**Q:** I grow GaAs layers and need a band gap for a device simulation. These six runs use the same crystal and the same functional. Do they at least agree with one another?

Band gaps of GaAs (F-43m, 2 atoms, fixed cell of 22.59 Å³/atom) from SIESTA, Ansatz and GPAW with PBE, without spin polarisation or spin-orbit coupling. All runs use an 8×8×8 k mesh, on which the gaps are taken, and Fermi-Dirac smearing of 0.05 eV. Under basis, energies are plane-wave cutoffs, fd is a real-space grid of 0.2 Å spacing, and DZ and DZP are atomic-orbital sets.

| program | potentials | basis | gap (eV) | direct gap (eV) |
| --- | --- | --- | --- | --- |
| SIESTA | SG15 1.2, converted to PSML or PseudoDojo by element | DZP | 0.376 | 0.376 |
| Ansatz | Ansatz NC | 1143 eV | 0.514 | 0.514 |
| Ansatz | Ansatz PAW | 420 eV | 0.516 | 0.516 |
| SIESTA | PseudoDojo 0.4 standard, converted to PSML | DZ | 0.538 | 0.538 |
| GPAW | GPAW PAW data sets (gpaw data 1.2.1) | 600 eV | 0.587 | 0.587 |
| GPAW | GPAW PAW data sets (gpaw data 1.2.1) | fd | 0.590 | 0.590 |

**A:** Only roughly. The gap is the energy between the highest filled and the lowest empty level, and here it runs from 0.376 to 0.590 eV. The direct gap, taken at a single crystal momentum, equals it in every row, as it should in a material that emits light well. The values form a pattern: two close pairs, Ansatz and GPAW, and two SIESTA runs that lie far apart. Since crystal and functional are the same throughout, the pattern can hint at which of the other choices matter.

**Q:** Is it the numerical machinery, then? I see norm-conserving potentials (NC), projector augmented waves (PAW), plane waves with a cutoff in eV, and a real-space grid (fd).

**A:** Inside each pair the machinery hardly matters. Ansatz gives the same gap to 0.002 eV with norm-conserving potentials, which smooth the electron waves near the nucleus, and with PAW, which restores their true shape there. GPAW gives the same gap to 0.003 eV with plane waves and on a grid. Yet the GPAW pair lies about 0.07 eV above the Ansatz pair. A good place to look is something that stays the same within each pair but differs between them.

**Q:** What differs?

**A:** One thing is the number of electrons that are free to respond. GPAW treated 8 electrons per cell as valence electrons, while Ansatz treated 28. The 20 extra ones are the filled 3d shells of gallium and arsenic. GPAW keeps these shells frozen as they are in the free atoms, whereas Ansatz lets them mix with the bonds.

That freedom should narrow the gap. The top of the valence band is made of p-like bonding states, mostly on arsenic. In the tetrahedral surroundings of a gallium atom, part of its 3d shell has the same symmetry as these states, so the two can mix. When two levels mix they push each other apart, and the upper one, the valence top, rises. The bottom of the conduction band is s-like and has a different symmetry, so it cannot mix with d states at that point of the band structure. In this picture the floor of the gap rises, while the mixing leaves its ceiling alone. An active shell also changes the potential that every electron feels, which can shift both levels.

The numbers agree with this in direction. They don't prove that it is the cause or fix its size, because the atomic data sets also change between the two programs. The 0.07 eV is the sum of all that differs, and a run of one program with the 3d shell first frozen and then active would isolate the d part.

**Q:** Would the same choice matter if I replaced gallium by another element?

**A:** The upward push on the valence top is roughly

$$\Delta \approx \frac{V^2}{E_p - E_d},$$

where $V$ is the strength of the mixing, $E_p$ the energy of the p-like valence top and $E_d$ that of the d shell. A shallow d shell makes the denominator small and the push large. Zinc has a shallower 3d shell than gallium, so freezing it is a riskier choice. Aluminium has no 3d electrons, so in AlAs this question does not arise for the metal atom. The arsenic 3d shell lies much deeper than that of gallium, so for a similar $V$ it matters less.

**Q:** Now the two SIESTA runs. DZP stands for DZ with polarisation functions added. The gap falls from 0.538 to 0.376 eV, so is that the effect of a better basis?

**A:** The comparison can't show that, because the potentials change along with the basis. The DZ run has 28 valence electrons, as Ansatz has. The DZP run has 18, which fits an active 3d shell on gallium and a frozen one on arsenic. The drop of 0.162 eV is thus the joint result of several changes, and it is more than twice the step between Ansatz and GPAW.

The d-shell picture also fails to explain this row. With gallium 3d active and only the deep arsenic shell frozen, the gap should lie near that of Ansatz, but it is 0.14 eV smaller. One suspect is the SG15 type of potential, which leaves out a correction for the overlap of core and valence density in the exchange-correlation energy. The basis is another, and the present runs do not separate the two. Repeating the DZP run with the PseudoDojo potentials of the DZ run would show how much belongs to the basis.

**Q:** The DZ run lands within about 0.02 eV of Ansatz. May I take it as the sound one?

**A:** Not on that evidence. A gap is a difference of two levels, and errors that shift both of them alike drop out. The pressure on the cell is a separate test, since it depends on how the total energy changes with volume. There the DZ run gives 5.39 GPa, against a mean of 3.29 GPa for Ansatz. A basis without polarisation functions gives the electrons little freedom to change shape in the bonds, which may account for part of this difference; the potentials differ too. Good agreement in one quantity does not make up for a large difference in another.

**Q:** Why is there any pressure at all? My wafer is not under load.

**A:** The cell was held at a fixed size, and PBE prefers a larger one. A positive pressure means that the calculated crystal pushes outward. If it were allowed to expand, the gap would shrink. The bottom of the conduction band is an antibonding state, which is high in energy because neighbouring atoms are close, and it comes down quickly as they move apart.

The size of this effect can be estimated from the measured response of the direct gap to pressure, roughly 0.11 eV per GPa (a recalled value). For Ansatz the fall is

$$0.11\ \text{eV/GPa} \times 3.29\ \text{GPa} \approx 0.36\ \text{eV},$$

which takes the gap from about 0.515 eV to about 0.15 eV. The estimate assumes a straight line and borrows its slope from experiment. If PBE's own slope differed by a fifth, the result would move by 0.07 eV, about half of the gap that is left. Even with such an error, the estimated effect of relaxing the cell is larger than the whole spread of these six runs.

It may even change their order. The plane-wave GPAW run is under about 1 GPa more pressure than Ansatz, so by the same slope its gap would fall by about 0.1 eV more. That exceeds its present lead. A comparison of gaps between programs therefore needs a statement of the cell at which it was made.

**Q:** Which digits may I use, and can any of these gaps go into my simulation?

**A:** Within the Ansatz pair and within the GPAW pair the gaps agree to a few thousandths of an eV, so the third decimal does not rank the runs. Between these two programs even the first decimal is uncertain by one: the gap is 0.5 to 0.6 eV at this cell size. With the SIESTA runs included, the range is wider still. The output below lists these differences and the arithmetic of the pressure estimate.

For a device, none of the six values will do. The measured gap is roughly 1.5 eV, so every row is about 1 eV too small. Spin-orbit coupling, which these runs leave out, would lower the gaps by a further 0.1 eV or so. Most of the shortfall is the well-known failing of PBE, whose level differences underestimate the energy needed to create a separate electron and hole. It also means that the run with the largest gap is not the best calculation merely because it lies nearest to experiment.

The consequences for a process engineer are large. Emission wavelength goes as the inverse of the gap, so these values would put a GaAs light emitter at a wavelength 2.5 to 4 times too long. The density of thermally excited carriers, which feeds leakage current, depends exponentially on the gap and would be too high by many powers of ten. Put the gap measured at the device's working temperature into the simulation, and use calculations of this kind for trends among closely related structures, treated with identical potentials, basis and rule for the cell size. Even there the error of PBE cancels only in part.

Output of the analysis:

```
Gaps and valence electrons:
     row  valence electrons per cell  gap in eV
  SIESTA                          18      0.376
  Ansatz                          28      0.514
  Ansatz                          28      0.516
  SIESTA                          28      0.538
    GPAW                           8      0.587
    GPAW                           8       0.59
Largest less smallest gap, all rows, eV: 0.214
Largest less smallest gap, Ansatz and GPAW rows only, eV: 0.076
Difference of the two Ansatz rows, eV: 0.002
Difference of the two GPAW rows, eV: 0.003
Mean GPAW gap less mean Ansatz gap, eV: 0.0735
SIESTA DZ gap less SIESTA DZP gap, eV: 0.162
SIESTA difference over GPAW-Ansatz difference, ratio: 2.204
SIESTA DZ gap less mean Ansatz gap, eV: 0.023
Mean Ansatz gap less SIESTA DZP gap, eV: 0.139
Mean Ansatz pressure, GPa: 3.291
SIESTA DZ pressure less mean Ansatz pressure, GPa: 2.104
SIESTA DZP pressure less mean Ansatz pressure, GPa: 0.9107
GPAW plane-wave pressure less mean Ansatz pressure, GPa: 1.044
Estimated fall of the Ansatz gap on relaxing the cell, eV: 0.362
Estimated Ansatz gap after relaxing, eV: 0.153
Rough measured gap less largest gap of the table, eV: 0.91
Rough measured gap less smallest gap of the table, eV: 1.124
```
